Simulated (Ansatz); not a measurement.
Strength of the Si–H bond: SiH3(CH3) → SiH2(CH3) + H

Species: SiH3(CH3) (methylsilane), singlet; SiH2(CH3), doublet; H atom, doublet. 

Shapes, held fixed at every level: PBE0-D4/def2-TZVP. Programs: Ansatz 0.2.0. The zero-point and thermal change to 298 K, harmonic and unscaled (PBE0-D4/def2-TZVP), is -19.3 kJ/mol.

| level | kind | ΔH(298 K) (kJ/mol) | less CCSD(T)/CBS estimate | CPU time (sum over the molecules) |
| --- | --- | --- | --- | --- |
| SPW92/def2-TZVPP | LDA | +402.7 | +11.7 | 4.4 s |
| B3LYP-D4/def2-TZVPP | global hybrid | +382.3 | -8.7 | 12 s |
| wB97M-V/def2-TZVPP | range-separated hybrid | +391.1 | +0.1 | 35 s |
| wB97X-V/def2-TZVPP | range-separated hybrid | +389.3 | -1.7 | 26 s |
| MP2/def2-TZVPP | perturbation theory | +373.1 | -17.9 | – |
| CCSD(T)/def2-SVP | coupled cluster or CI | +370.2 | -20.8 | 5 s |
| CCSD/def2-TZVPP | coupled cluster or CI | +382.7 | -8.3 | – |
| CCSD(T)/CBS estimate | coupled cluster or CI | +391.0 | 0.0 | 2.3 min |

The highest level, CCSD(T)/CBS estimate, gives ΔH(298 K) = +391.0 kJ/mol; the levels span +370.2 to +402.7. The column of differences is taken from that level and isn't an error. No measured value is set beside it here. Open shells run unrestricted unless RO is named. The CBS estimate extrapolates MP2 from def2-TZVPP and def2-QZVPP and adds CCSD(T) − MP2 in the triple-zeta set, cores frozen. Times are processor times on shared x86 and Arm servers, and rough.

Breaking the Si–H bond homolytically turns a shared electron pair into two unpaired electrons, so the computed enthalpy depends strongly on how well the correlation within that pair is described. The free hydrogen atom has no correlation energy, and what a wavefunction method misses therefore falls more heavily on the intact silane and makes the bond look too weak. This explains why CCSD(T) in the small def2-SVP basis gives the lowest value, +370.2 kJ/mol, despite its high level of theory. In the same triple-zeta basis, CCSD lies above MP2, which shows that correlation beyond second order strengthens the bond.

The density functionals fall on both sides of the reference: the LDA shows its familiar overbinding, while B3LYP-D4 gives too weak a bond. Both range-separated hybrids come close, but agreement for one bond may partly reflect cancellation of errors and doesn't establish a general ranking. Without silane as a comparison, the effect of the methyl group on the Si–H bond remains open.
